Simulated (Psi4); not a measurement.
# GeH4S3 (SMILES [SH][GeH]([SH])[SH]): methods side by side

GeH4S3 has 8 atoms, charge 0, and is taken as a singlet. SMILES: `[SH][GeH]([SH])[SH]`. The shape was relaxed beforehand at PBE0/def2-TZVP. This is one conformer, not always the lowest.

```xyz
8

S    -0.5568    1.9096   -1.2963
Ge   -0.0148    0.3035    0.1294
S     2.0127   -0.4149   -0.3929
S    -1.4222   -1.3776   -0.1790
H    -1.6385    2.2905   -0.5938
H    -0.0627    0.8145    1.5798
H     2.6261    0.6704    0.1121
H    -0.9819   -2.0583    0.8941
```

Each level gives the dipole moment (D). The values are calculated.

```
                                 level                    kind  program  value (D)  CPU time
   PBE-D4/def2-TZVPP (density fitting)                     GGA     Psi4       2.07      63 s
r2SCAN-D4/def2-TZVPP (density fitting)                meta-GGA     Psi4       2.19   3.7 min
 B3LYP-D4/def2-TZVPP (density fitting)           global hybrid     Psi4       2.12      57 s
  PBE0-D4/def2-TZVPP (density fitting)           global hybrid     Psi4       2.20      68 s
  wB97M-V/def2-TZVPP (density fitting)  range-separated hybrid     Psi4       2.14   3.7 min
```

All-electron rows without a relativistic Hamiltonian named are non-relativistic. The values span 2.07 to 2.20 D. Magnitudes only. CPU times are rough (shared hosts, several kinds of processor): they show what a rung costs within a factor of a few.

All five functionals describe trithiogermane as clearly polar, and the choice among them matters little. The size of the dipole follows from the geometry. The three S–H bonds all lean towards the side of the germanium-bound hydrogen, in a nearly threefold propeller, so their axial components add while the transverse ones largely cancel. The Ge–S bonds, polarised towards the more electronegative sulfur, and the sulfur lone pairs probably reinforce this, with the negative end on the sulfur side. Turning one S–H bond away would break this alignment and should change the moment more than changing the functional does.

PBE gives the smallest value and PBE0 the largest, which suggests that exact exchange slightly increases the charge separation within that pair. It is not a general ordering, however: r2SCAN, without exact exchange, nearly matches PBE0 and lies above both B3LYP and wB97M-V. The close agreement shows low sensitivity to the functional, but without a correlated wavefunction or experimental reference it doesn't show which value is most accurate.
